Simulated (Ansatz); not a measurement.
LiGa: pressure and energy less free atoms against volume per atom

Results calculated with Ansatz 0.2.0, not measured. Periodic Kohn-Sham DFT of a crystal at fixed atoms; pressure and stress are positive in compression; the energy is the free energy less that of spherical unpolarised free atoms; site moments are those in the method's own spheres, positive along +z.

Cell of the first row (space group Fd-3m, No. 227):
```
cell vectors (Å)
   0.0000     3.0215     3.0215
   3.0215     0.0000     3.0215
   3.0215     3.0215     0.0000
atoms (fractions of the cell vectors)
Li  0.00000  0.00000  0.00000
Li  0.25000  0.25000  0.25000
Ga  0.50000  0.50000  0.50000
Ga  0.75000  0.75000  0.75000
```

Settings of every row: method all-electron LAPW; functional PBEsol; relativity scalar; k mesh 12x12x12; filling fermi-dirac; smearing width 0.05 eV; basis error target 0.5 meV/atom; nucleus gaussian.

Atom start moment: 0 on all atoms.

| row | volume per atom (Å³) | pressure (GPa) | energy less free atoms (eV/atom) |
| --- | --- | --- | --- |
| 1 | 13.793 | 2.964 | -2.9896 |
| 2 | 14.086 | 1.746 | -2.9939 |
| 3 | 14.38 | 0.669 | -2.9961 |
| 4 | 14.526 | 0.175 | -2.9965 |
| 5 | 14.673 | -0.292 | -2.9964 |
| 6 | 14.82 | ? | ? |
| 7 | 14.967 | -1.158 | -2.9951 |
| 8 | 15.26 | -1.937 | -2.9922 |
| 9 | 15.554 | -2.641 | -2.988 |

Question: what pressure and energy less free atoms should row 6 give?

Worked fit of pressure. Take u = (V_r/V)^(2/3) − 1 with V_r = 14.599 Å³ an atom, which is twice the finite (Eulerian) strain; such expansions in the strain, on which the Birch-Murnaghan equation of state is built, carry the rest volume and the bulk modulus. The shown rows have u = 0.03859, 0.02413, 0.01013, 0.00335, -0.00337, -0.01646, -0.02909, -0.04136. Least squares give pressure = −0.0608 + 69.828 × u + 200.94 × u² + 521 × u³ GPa; a parabola predicts inner rows, each left out in turn, worse (root mean square 0.0084 against 0.0027 GPa). The rows lie off it by 0.001, -0.002, 0.001, 0.000, 0.002, 0.000, -0.002, 0.001. The pressure vanishes at u = 0.0009, or V = 14.58 Å³ an atom, and there the bulk modulus at fixed shape and fractions is B = −V dP/dV = (2/3)(1 + u) dP/du = 46.8 GPa. The withheld row has u = -0.00997, so the fit gives −0.0608 + 69.828 × (-0.00997) + 200.94 × (-0.00997)² + 521 × (-0.00997)³ = -0.738 GPa.

The calculation gave -0.736 GPa. The fit lies 0.002 GPa (0.036 % of the column's range) below it; its largest miss of a shown row is 0.002 GPa.

Worked fit of energy less free atoms. Take u = (V_r/V)^(2/3) − 1 with V_r = 14.599 Å³ an atom, which is twice the finite (Eulerian) strain; such expansions in the strain, on which the Birch-Murnaghan equation of state is built, carry the rest volume and the bulk modulus. The shown rows have u = 0.03859, 0.02413, 0.01013, 0.00335, -0.00337, -0.01646, -0.02909, -0.04136. Least squares give energy less free atoms = −2.99651 − 0.0071 × u + 4.815 × u² eV/atom; a straight line predicts inner rows, each left out in turn, worse (root mean square 0.0025 against 3e-05 eV/atom). All shown rows lie on it to the printed digit. Its lowest point lies at u = 0.0007, or V = 14.58 Å³ an atom, and the curvature there gives the bulk modulus at fixed shape and fractions, B = (4/9)(1 + u)² E″(u)/V = 47.1 GPa. The withheld row has u = -0.00997, so the fit gives −2.99651 − 0.0071 × (-0.00997) + 4.815 × (-0.00997)² = -2.9960 eV/atom.

The calculation gave -2.9959 eV/atom. The fit lies 0.0001 eV/atom (1.2 % of the column's range) below it, one unit of the last digit.
